Dear colleague,

The prewetting line you are following for mercury vapour on sapphire must merge with the vapour-pressure curve at the wetting temperature Tw with the same slope, provided the film on its thick side grows without bound there. The reason is thermodynamic; only the exponent depends on the forces. Prewetting was predicted by Cahn and by Ebner and Saam in 1977, and the tangency argument is due to Hauge and Schick (1983). Here is the derivation, followed by numbers for your cell.

1. Conventions and premises

The wall is flat, inert and at z = 0; vapour at temperature T and chemical potential μ fills z > 0. The undersaturation is Δμ = μco(T) − μ ≥ 0, where μco is the value at bulk liquid-vapour coexistence. ρl and ρv are the coexisting number densities, Δρ = ρl − ρv, t = T − Tw, and h = Δρ Δμ, which has the units of a pressure. Per unit area, ω is the excess grand potential, s the excess entropy and Γ = ∫ (ρ(z) − ρv) dz the adsorption, with the bulk vapour as reference. γwl and γlv are the wall-liquid and liquid-vapour tensions at coexistence.

(P1) The wetting transition at Tw is of first order. Two surface phases compete: a thin one whose adsorption Γ₀ stays finite at (Tw, Δμ = 0), and a thick one.

(P2) The grand potential of the thin phase is smooth in T and Δμ up to the boundary of its region of stability.

(P3) The thick phase is a slab of liquid of thickness ℓ = Γ/Δρ, much larger than the bulk correlation length, whose two interfaces repel each other through a binding potential W(ℓ) → a/ℓ² with a > 0. This is the non-retarded dispersion form. With the Hamaker convention W = −A/(12πℓ²), a = −A/(12π), so P3 means A < 0.

(P4) Tw lies below the bulk critical temperature Tc, so that Δρ, a and the tensions are smooth, non-zero functions of T near Tw.

2. The surface Clausius-Clapeyron equation

Each surface phase obeys the Gibbs adsorption equation dω = −s dT − Γ dμ. Change variables from μ to Δμ by dμ = (dμco/dT) dT − dΔμ:

(1) dω = −σ dT + Γ dΔμ, with σ = s + Γ dμco/dT.

The slope of μco follows from the Gibbs-Duhem relation of the two bulk phases. With sl and sv the entropies per volume, dp = sv dT + ρv dμ = sl dT + ρl dμ along coexistence, hence dμco/dT = −(sl − sv)/Δρ, and

(2) σ = s − Γ (sl − sv)/Δρ.

This subtraction is the heart of the matter. A thick film carries the entropy (sl − sv)ℓ merely because it is liquid, and this part diverges with ℓ; but Γ(sl − sv)/Δρ is exactly (sl − sv)ℓ, so σ stays finite as ℓ → ∞.

On the prewetting line ω(thin) = ω(thick). Equating the differentials (1) of both phases along the line gives

(3) dΔμpw/dT = [σ(thick) − σ(thin)] / [Γ(thick) − Γ(thin)].

As T → Tw from above, the numerator tends to a finite limit and the denominator diverges. The slope of Δμpw therefore vanishes: the line is tangent to coexistence. No force law has entered yet.

3. The numerator

Define the spreading coefficient of the thin phase,

(4) S(T) = ω(thin; T, Δμ = 0) − γwl − γlv.

Below Tw the thin phase is stable at coexistence, and Young's equation gives S = γlv(cos θ − 1) < 0, with θ the contact angle. At Tw, S = 0. By P1 the slope is non-zero, S = S′t + O(t²) with S′ > 0. Above Tw, S > 0 refers to a state that is metastable at coexistence, but no property of that state is really needed: by P2, Taylor expansion about (Tw, 0) gives

(5) ω(thin) = γwl + γlv + S′t + Γ₀Δμ + higher orders

throughout the region where the thin phase is stable, the coefficient Γ₀ following from (1). By (1), σ = −∂ω/∂T at fixed Δμ. At Δμ → 0 the thick phase has ω = γwl + γlv, so (4) gives σ(thick) − σ(thin) → dS/dT = S′. You can obtain S′ independently from the contact angle below Tw, since 1 − cos θ ≈ S′(Tw − T)/γlv.

4. The denominator

A slab of liquid held at μ < μco costs the pressure difference pv(μ) − pl(μ) per volume. Since ∂p/∂μ = ρ in each phase and the pressures are equal at μco, pv − pl = Δρ Δμ + O(Δμ²) = h. Any first-order dependence of the two tensions on μ is an adsorption times Δμ and is already counted, because ℓ is defined through the total Γ. Thus

(6) ω(ℓ) = γwl + γlv + a/ℓ² + hℓ.

Setting dω/dℓ = −2a/ℓ³ + h = 0 gives

(7) ℓ = (2a/h)^(1/3),

a minimum because d²ω/dℓ² = 6a/ℓ⁴ > 0. At the minimum hℓ = 2a/ℓ², so

(8) ω(thick) − γwl − γlv = 3a/ℓ² = 3 · 2^(−2/3) a^(1/3) h^(2/3).

The derivative of (8) with respect to h is ℓ, as (1) demands. Its temperature derivative at fixed Δμ is of order h^(2/3) and vanishes at coexistence, which confirms the limit taken in section 3.

5. Integration

To leading order Δρ and a are constants and Γ₀ is negligible against Δρℓ. Multiplying (3) by Δρ and inserting (7),

(9) dh/dT = S′/ℓ = S′ (h/2a)^(1/3).

Separate the variables and integrate from h = 0 at t = 0:

∫₀ʰ x^(−1/3) dx = (3/2) h^(2/3) = S′t (2a)^(−1/3).

Equation (9) is also solved by h ≡ 0; that solution is the coexistence curve itself, on which for t > 0 the two surface phases differ by S > 0 and do not coexist, so it is discarded. Raising to the power 3/2, h = (2S/3)^(3/2) (2a)^(−1/2), that is

(10) Δρ Δμpw = 2 (S/3)^(3/2) a^(−1/2) ∝ (T − Tw)^(3/2), S = S′(T − Tw).

The same result follows without any differential equation by equating (8) to S, and this gives the thickness on the thick side of the line,

(11) L = (3a/S)^(1/2) ∝ t^(−1/2), h = 2S/(3L).

For your pressure gauge, dp = ρv dμ at fixed T, so

(12) Δp = psat − ppw = ρv Δμpw = (ρv/Δρ) h.

The slopes of the two curves in the p-T plane differ by (ρv/Δρ)S′/L ∝ t^(1/2), while the curvature of Δp diverges as t^(−1/2). The gap opens quickly once it opens, and over a limited range the lines can look as if they met at an angle.

6. Other force laws

For W = a/ℓᵖ with p > 0, stationarity gives h = pa/ℓ^(p+1), so hℓ = pa/ℓᵖ and the minimum value of W + hℓ is (p+1)a/ℓᵖ. Equating it to S yields L = [(p+1)a/S]^(1/p) and

(13) h = pa [S/((p+1)a)]^((p+1)/p) ∝ t^((p+1)/p).

For p = 2 this is (10). For p = 3, the retarded form across an insulating film, the exponent is 4/3. It exceeds 1 for every p.

For short-range forces take W = a exp(−ℓ/ξ), with a now an energy per area and ξ the decay length. Stationarity gives W = hξ and ℓ = ξ ln(a/hξ), so the coexistence condition is

(14) S = hξ [1 + ln(a/hξ)].

Put u = 1 + ln(a/hξ). Then h = S/(ξu), and substituting this into the definition of u gives u = 1 + ln(a/S) + ln u. For S → 0, u/ln(a/S) → 1, hence

(15) h ≈ S / [ξ ln(a/S)] ∝ t/ln(1/t),

with t in the logarithm measured in units of a/S′ and relative corrections of order ln ln/ln. The slope S′/ℓ vanishes only as the inverse logarithm. Capillary waves are marginal in this case in three dimensions; they are known to change the prefactor of the logarithm in ℓ and leave the form t/ln(1/t) intact.

7. The neglected terms for p = 2

(a) Thin-film adsorption and the next term of W. Let W = a/ℓ² + b/ℓ³. Since a/(ℓ − d)² = a/ℓ² + 2ad/ℓ³ + O(ℓ⁻⁴), the b term is a shift d = b/(2a) of the origin and adds hd to (8). With (5), coexistence reads 3 · 2^(−2/3) a^(1/3) h^(2/3) = S + hℓ₀, where ℓ₀ = Γ₀/Δρ − d is a microscopic length of either sign. Then h = h₀(1 + hℓ₀/S)^(3/2), with h₀ the value (10), and h₀/S = 2/(3L) gives

(16) h = h₀ [1 + ℓ₀/L + …].

This relative correction is of order t^(1/2) and is asymptotically the largest. It moves the local exponent d ln h/d ln t to 3/2 + ℓ₀/(2L).

(b) Capillary waves. For small displacements of the liquid-vapour interface a mode of wave number q has stiffness γlv(q² + κ²), with κ² = W″/γlv = 6a/(γlv ℓ⁴). Relative to the free interface, whose fluctuations are contained in γlv, the free energy per area up to a cut-off Λ is

δω = (kT/4π) ∫₀^Λ q ln(1 + κ²/q²) dq = (kT/8π)[Λ² ln(1 + κ²/Λ²) + κ² ln(1 + Λ²/κ²)] ≈ (kTκ²/8π)[1 + ln(Λ²/κ²)]

for κ ≪ Λ. Because (6) is stationary in ℓ, δω is simply added to (8) at first order. Dividing by 3a/L²,

(17) δ = [kT/(4πγlv L²)] [1 + ln(Λ²/κ²)],

and h is lowered by the fraction 3δ/2, which is of order t ln(1/t). The exponent 3/2 survives.

(c) The drift of S′, a, Δρ and ρv with temperature gives relative corrections on the scale t/(Tc − Tw).

(d) The O(Δμ²) terms in (6) and (12) are of relative order Δμ/kT times compressibility factors of order one, away from Tc.

8. Is a positive for mercury on sapphire?

This premise deserves suspicion. The non-retarded Lifshitz free energy of a film l between wall w and vapour v is W = (kT/2π) Σ′ ∫₀^∞ q ln(1 − xₙ e^(−2qℓ)) dq, where xₙ = [(εw − εl)/(εw + εl)] [(εv − εl)/(εv + εl)], the dielectric functions are taken at the imaginary Matsubara frequencies iζₙ with ħζₙ = 2πnkT, and the n = 0 term has half weight. Expanding the logarithm and using ∫₀^∞ q e^(−2mqℓ) dq = 1/(4m²ℓ²), the integral is −Li₃(xₙ)/(4ℓ²), where Li₃(x) = Σ xᵐ/m³, so

(18) a = −(kT/8π) Σ′ Li₃(xₙ).

A term contributes positively only if xₙ < 0, that is, if εl lies between εv and εw. For sapphire take εw = 1 + (ε∞ − 1)/(1 + ζ²/ω₀²) with the compiled value ε∞ = 3.1 (Skone 2014) and a typical oscillator energy ħω₀ ≈ 13 eV. For the liquid take the crude undamped form εl = 1 + ωp²/ζ² with two electrons per atom at the approximate density 9.6 g/cm³ and atomic mass 200.59 u, which gives ħωp = 8.9 eV. The two functions cross where ζ² = ωp²ω₀²/[(ε∞ − 1)ω₀² − ωp²], at ħζ = 7.0 eV. Frequencies below this oppose wetting and those above favour it. Strong damping in the expanded liquid lowers εl and the d electrons raise it, so this estimate cannot settle the sign; it shows only that a results from a partial cancellation.

If a < 0, the thick phase has a finite thickness at coexistence, the denominator of (3) stays finite, and the line of thin-thick transitions meets the vapour-pressure curve at a finite angle. Your data can thus test the sign of a, within the range of thickness set by retardation.

The same estimate bounds the range of the 1/ℓ² law. With retardation the decay constant in the film becomes (q² + εl ζ²/c²)^(1/2), and εl ζ² exceeds ωp² in this model, so W is cut off exponentially beyond c/(2ωp) = 11 nm. The remaining tail is attractive. Write κj = (q² + εj ζ²/c²)^(1/2) for each medium j. Since κl² = q² + (ζ² + ωp²)/c² grows with ζ, retardation removes the high frequencies first, and only these favour wetting. In place of xₙ stand the products, over j = w and v, of the reflection coefficients (εjκl − εlκj)/(εjκl + εlκj) for TM and (κl − κj)/(κl + κj) for TE polarisation. Because εj²κl² − εl²κj² = (εj − εl)[(εj + εl)q² + εjεl ζ²/c²] and κl² − κj² = (εl − εj)ζ²/c², both products are positive when εl exceeds εw and εv, as it does for the surviving low frequencies, so W < 0 for ℓ ≫ c/(2ωp). Even with a > 0, W then has a minimum at a finite thickness ℓ*, and the thick film stops growing there at coexistence. The law (10) holds while L is small against the retardation length; closer to coexistence the line crosses over to the finite-angle case, with dh/dT → S′/ℓ*, an angle that is the smaller the larger ℓ* is. The form (15), which needs a repulsive tail, does not apply.

9. Range of validity

Equation (3) and the tangency need P1, P2, P4 and, for the tangency, a diverging film; if the retarded tail of W is attractive, as in the model of section 8, the tangency is only approached and a residual slope S′/ℓ* remains. The law (10) needs in addition a > 0 and a thickness window: L large against |ℓ₀|, the bulk correlation length and the capillary length scale (kT/4πγlv)^(1/2), yet small against the retardation length. It also needs t ≪ Tc − Tw, and it says nothing about the prewetting critical point, where the jump in Γ closes. Equilibrium is assumed; nucleation hysteresis across the line and roughness or heterogeneity of the window must be excluded separately.

10. A numerical illustration

Approximate inputs for the system: Tw ≈ 1310 °C (1583 K) and Tc ≈ 1478 °C (1751 K), so Tc − Tw = 168 K; mass densities near Tw of about 9.6 and 2.2 g/cm³, so a difference of 7.4 g/cm³, Δρ = 22.2 nm⁻³ and ρv/Δρ = 0.30; psat ≈ 1050 bar with dpsat/dT ≈ 3 bar/K; γlv ≈ 30 mJ/m². Assumed inputs: a = 2 × 10⁻²¹ J (A = −7.5 × 10⁻²⁰ J), S′ = 0.10 mJ m⁻² K⁻¹, |ℓ₀| = 0.3 nm and 1/Λ = 0.5 nm. This S′ corresponds to θ = 15° at 10 K below Tw.

At t = 10 K, S = 1.0 mJ/m². Equation (11) gives L = (6 × 10⁻²¹/10⁻³)^(1/2) m = 2.4 nm and h = 2.7 bar, so Δμpw = 76 µeV per atom and Δμpw/kT = 5.6 × 10⁻⁴, which disposes of item (d). Equation (12) gives Δp = 0.81 bar, and the slopes of the two curves differ by 0.12 bar/K. The table adds two more temperatures. δT = Δp/(dpsat/dT) is the distance from coexistence along an isobar, and the last three columns are the relative sizes of items (a), (b) and (c), with kT taken at Tw and κ at ℓ = L.

t (K) | L (nm) | h (bar) | Δp (bar) | δT (K) | |ℓ₀|/L | 3δ/2 | t/(Tc − Tw)
2.5 | 4.9 | 0.34 | 0.10 | 0.034 | 0.061 | 0.035 | 0.015
10 | 2.4 | 2.7 | 0.81 | 0.27 | 0.12 | 0.10 | 0.060
40 | 1.2 | 22 | 6.5 | 2.2 | 0.24 | 0.24 | 0.24

The second figure in the L, h, Δp and δT columns serves only to display the scaling. At 10 K the neglected terms are each about a tenth, and item (a) alone places the local exponent at 1.44 or 1.56 according to the sign of ℓ₀. At 40 K each is about a quarter and the film is a few atoms thick, so the asymptotic law is at its end. At 2.5 K the corrections listed are small, but L is nearly half the retardation length. The window for a clean 3/2 is therefore about a decade in t at best.

These are the model's numbers, not mercury's. The line on sapphire typically ends near 1470 °C some tens of bar below saturation, and I chose the pair a, S′ so that (10), carried far outside its range to that temperature at fixed ρv/Δρ, has this order of magnitude; that is a choice of scale and tests nothing. Since Δp ∝ S′^(3/2) a^(−1/2), a tenfold smaller a, which the cancellation in (18) makes plausible, would raise Δp and lower L by a factor 3.2.

Gravity is harmless: a height of 1 cm above the meniscus contributes 0.007 bar to h. Temperature is the difficulty. In the model the whole gap at t = 10 K corresponds to 0.27 K, so the window face must not differ from the temperature assigned to it by more than a small fraction of that. Because a fitted exponent is strongly correlated with the fitted Tw, plot Δp^(2/3) against T, which (10) and (12) make a straight line through Tw, and fix Tw independently from the extrapolation of 1 − cos θ to zero. If the optical signal also yields the thickness on the thick side, (9) offers a test free of any force law at leading order: L dh/dT along the line must tend to the S′ obtained from the contact angle.